## Exciton size and orbital overlap in a chlorinated diene

When light lifts an electron out of an occupied orbital, it leaves a hole behind. A natural picture says that the better the two orbitals overlap, the closer the electron stays to its hole. The molecule in this section, a butadiene with two chlorine atoms and a silyl group, puts that picture to the test. Four of its excited singlet states are known below, and the two lowest are to be predicted.

Vertical excitations to the six lowest singlet states of neutral 2,3-dichloro-1-silylbuta-1,3-diene (C4H6Cl2Si) in the gas phase, computed with PySCF 2.14.0 at the Tamm-Dancoff CAM-B3LYP/def2-TZVP level with density fitting and core orbitals frozen in the response. The geometry was optimised with PBE0-D3(BJ)/def2-SVP.

| row | singlet energy (eV) | singlet oscillator strength | singlet exciton size (Å) | singlet orbital overlap lambda | singlet main from | singlet main to |
| --- | --- | --- | --- | --- | --- | --- |
| 1 | ? | ? | ? | ? | HOMO | LUMO |
| 2 | ? | ? | ? | ? | HOMO-1 | LUMO |
| 3 | 6.140 | 0.000 | 3.140 | 0.340 | HOMO-2 | LUMO |
| 4 | 6.280 | 0.000 | 2.940 | 0.460 | HOMO | LUMO+1 |
| 5 | 6.640 | 0.006 | 3.040 | 0.470 | HOMO-5 | LUMO |
| 6 | 6.880 | 0.000 | 2.650 | 0.530 | HOMO-1 | LUMO+1 |

The oscillator strength measures how strongly a state absorbs light: near zero is dark, and a value near one is very bright. The exciton size is the root-mean-square distance between electron and hole. The overlap lambda runs from 0 to 1 and compares the magnitudes of the two orbitals, whatever their signs. The last two columns name the leading orbital pair, counted down from the highest occupied orbital (HOMO) and up from the lowest empty one (LUMO).

All four known states are dark or nearly so. Among them the size mostly falls as the overlap rises, though rows 4 and 5 break the order. A straight line of size against overlap, fitted to these four rows, gives about 2.1 Å for a state with an overlap of 0.80. If the natural picture holds, a well-overlapping state should be compact.

### Row 1: an electron and a hole on the same chain

The HOMO and LUMO of a butadiene are normally π orbitals spread over the same four carbon atoms. The simplest description of them is the Hückel model, applied here to a planar chain. In both orbitals each outer carbon carries a weight of 0.36 and each inner carbon 0.14. The two orbitals therefore share their atoms, and the overlap should be high.

The same weights give the exciton size. The squared distances from the centre of the chain are about 3.3 Å² for an outer carbon and 0.56 Å² for an inner one. The mean square spread of one particle is then

$$2\,(0.36\times 3.3+0.14\times 0.56)\approx 2.5\ \text{Å}^2 .$$

A carbon p orbital has a width of its own, which adds roughly 1.0 Å². If electron and hole move independently, their spreads add:

$$\sqrt{2\,(2.5+1.0)}\approx 2.6\ \text{Å},$$

or 2.7 Å with unrounded inputs. Some weight on chlorine and silicon should stretch this a little, so the forecast is 2.8 Å, well above the straight line. Two particles on one chain overlap well, yet they are often found at opposite ends.

The state should also be bright. The product of HOMO and LUMO has opposite signs at the two ends of the chain, which is the charge pattern of an oscillating dipole. The Hückel orbitals give a strength near 1.4. That is probably too high, because the model ignores the substituents and the mixing with other excitations, and a judged reduction brings the forecast to 0.8.

For the energy, butadiene itself offers a starting point: its bright state lies at roughly 6 eV, a recalled value. The Tamm-Dancoff treatment raises such a state and the substituents lower it. The states are numbered by energy, so rows 1 and 2 can't lie above row 3.

### Row 2: a lone pair or a second π orbital?

The orbital below the HOMO could be a chlorine lone pair lying in the molecular plane. Row 2 would then resemble rows 3 and 5, which also send their electron into the LUMO, and the means of those two rows supply its strength, size and overlap. If the orbital is instead a deeper π orbital of the chain, the overlap should be larger and some strength might be visible. The lone pair was chosen as the likelier case.

The energy is set slightly below row 3. Rows 4 and 6 put the cost of moving the hole from HOMO to HOMO-1 at roughly 0.60 eV when the electron sits in LUMO+1, though only about 0.55 of row 6 is that orbital pair. With the electron in the LUMO the cost should be smaller, because exchange repulsion pushes the bright state of row 1 upwards.

| Forecast (range) | Row 1 | Row 2 |
|---|---|---|
| Energy, eV | 5.85 (5.5 to 6.1) | 6.00 (5.8 to 6.14) |
| Oscillator strength | 0.8 (0.5 to 1.1) | 0.003 (0 to 0.02) |
| Exciton size, Å | 2.8 (2.5 to 3.1) | 3.09 (2.8 to 3.3) |
| Overlap lambda | 0.80 (0.70 to 0.90) | 0.405 (0.30 to 0.55) |

The withheld rows as computed:

| row | singlet energy (eV) | singlet oscillator strength | singlet exciton size (Å) | singlet orbital overlap lambda | singlet main from | singlet main to |
| --- | --- | --- | --- | --- | --- | --- |
| 1 | 5.640 | 0.786 | 3.160 | 0.830 | HOMO | LUMO |
| 2 | 5.940 | 0.001 | 3.250 | 0.680 | HOMO-1 | LUMO |

### What the computed states show

Six of the eight values fall within their ranges; the size of row 1 and the overlap of row 2 do not.

Row 1 is bright and has a high overlap, as a π excitation of the chain should. Its strength agrees with the forecast to about 0.01, but a reduction made by judgement can't claim that precision; what the result supports is the brightness. The energy was forecast 0.21 eV too high, inside the range allowed for the two opposing shifts.

The size of row 1 came out at 3.16 Å, which is 0.36 Å more than forecast and just beyond the range. The estimate counted only the four carbons. In the computed state about 0.29 of the hole and roughly a fifth of the electron lie elsewhere, with 0.13 of the electron on silicon, beyond the end of the chain. The small correction probably allowed too little for this, and orbitals more diffuse than the assumed carbon p orbital may add to the miss. The straight line errs in the same direction by far more, about 1.0 Å.

Rows 1 and 3 now make the central point. Their sizes are almost equal, 3.16 and 3.14 Å, while their overlaps are 0.83 and 0.34. Size tells how far apart electron and hole are on average, and overlap tells whether they occupy the same regions. Spreading both particles over a longer chain raises the size without pulling the two orbitals apart. A large exciton size is therefore no evidence, taken alone, that charge has moved from one part of the molecule to another.

### A dark state with good overlap

For row 2 the energy was 0.06 eV too high, the size 0.16 Å too small and the strength 0.002 too high, all within range. The overlap, however, is 0.68 where 0.405 was forecast. Rows 3 and 5 were therefore poor models, but the guess of a chlorine lone pair was half right. The computed HOMO-1 has 0.59 of its weight on the two chlorine atoms. Its lone pairs point out of the molecular plane, where they mix with the π orbitals of the chain, while those of HOMO-2, the start of row 3, lie in the plane. Spin-orbit coupling to the lowest triplet, itself a π state, tells the two apart. Such coupling is weak between π states of a planar molecule, and it comes to 0.7 cm⁻¹ for row 2 and 71 cm⁻¹ for row 3.

A high overlap is natural for two π orbitals, yet the visible strength that might have come with it did not appear. The Hückel model shows how both can be true. Along the four carbons the lowest π orbital has the signs $(+,+,+,+)$ and the LUMO has $(+,-,-,+)$. Their product is the same at both ends of the chain, so the contributions to the dipole cancel in pairs. Lambda uses only the magnitudes of the orbitals and stays high, whereas the oscillator strength depends on their signs and vanishes.

HOMO-1 is not that pure chain orbital, but the argument should carry over. Its main weights come in nearly equal pairs, one on the two chlorine atoms and one on the two inner carbons. If the signs within each pair are also equal, as in the lowest π orbital, the contributions cancel again. The signs themselves are not printed, so this is the expected reason for the darkness, not a computed one. The silyl group sits at one end only, so the cancellation need not be complete.

The chlorine weight also helps to explain the size. A hole in the lowest π orbital would sit mainly on the two inner carbons and be compact. The computed hole reaches out to the chlorine atoms and has a spread of about 2.2 Å, the same as in row 1.

Row 2 also exposes the straight line. With its forecast overlap the line came within about 0.2 Å of the computed size. With the computed overlap it gives $3.97-2.27\times 0.68\approx 2.4$ Å, against 3.25 Å, the largest size in the table. The trend among the four dark states does not carry over to either of the two lowest ones. Its slope owes much to row 6, the most compact state, yet the hole and the electron of row 6 are each spread about as widely as those of row 1. What differs is that row 6 mixes several orbital pairs. A mixture can tie the two particles together, so that the electron tends to be found near the hole. The computed correlation between their positions is 0.36 in row 6, but only 0.06 in row 1 and about zero in row 2, where one orbital pair dominates and the two move almost independently.

### How firm the order of the states is

Moving the hole from HOMO to HOMO-1 costs 0.30 eV with the electron in the LUMO, half the cost found with LUMO+1. This is the direction that exchange repulsion in the bright state would produce, and that repulsion is strong: the triplet of the same orbital pair lies 2.6 eV below row 1. The comparison stays rough, because row 6 is a mixture and the attraction between electron and hole also differs between these pairs.

The gap of 0.30 eV should not be taken as settled. Butadiene has a dark π state with a good share of double excitation, in which two electrons are lifted at once, and linear response leaves that out. Row 2, with its hole mainly on chlorine, is not simply that state, but a state of this kind could lie near it or mix with it. The basis set also lacks the diffuse functions needed for Rydberg states, which in butadiene begin at about 6 eV, so further states could appear among rows 3 to 6.

For absorption the message is simpler: of the six computed states, only row 1 takes up light strongly, and it does so in the deep ultraviolet. The printed analysis after this section lists the estimates, the forecasts and their misses, and the line fitted to rows 3 to 6.

Numerical output:

```
Hueckel estimate of the strength of row 1, before dilution: 1.382
Hueckel estimate of the exciton size of row 1, angstrom: 2.674
highest energy allowed for rows 1 and 2 by the ordering, eV: 6.14
energy forecast for rows 1 and 2, eV (ranges 5.5 to 6.1 and 5.8 to 6.14): 1 5.85, 2 6
energy computed for rows 1 and 2, eV: 1 5.64, 2 5.94
energy forecast less computed, eV: 1 0.21, 2 0.06
strength forecast for rows 1 and 2 (ranges 0.5 to 1.1 and 0 to 0.02): 1 0.8, 2 0.003
strength computed for rows 1 and 2: 1 0.786, 2 0.001
strength forecast less computed: 1 0.014, 2 0.002
size forecast for rows 1 and 2, angstrom (ranges 2.5 to 3.1 and 2.8 to 3.3): 1 2.8, 2 3.09
size computed for rows 1 and 2, angstrom: 1 3.16, 2 3.25
size forecast less computed, angstrom: 1 -0.36, 2 -0.16
overlap forecast for rows 1 and 2 (ranges 0.70 to 0.90 and 0.30 to 0.55): 1 0.8, 2 0.405
overlap computed for rows 1 and 2: 1 0.83, 2 0.68
overlap forecast less computed: 1 -0.03, 2 -0.275
cost of moving the hole from HOMO to HOMO-1 with the electron in LUMO+1, eV: 0.6
the same cost with the electron in LUMO, eV: 0.3
fit of singlet_exciton_size on 4 rows: constant 3.966 +/- 0.44, coefficient of lam -2.274 +/- 0.97; rms 0.0947, worst 5 -0.143, leave-one-out rms 0.286
  rows outside the fit (model, value, miss): 1 2.147, 3.16, -1.01; 2 3.045, 3.25, -0.205
```
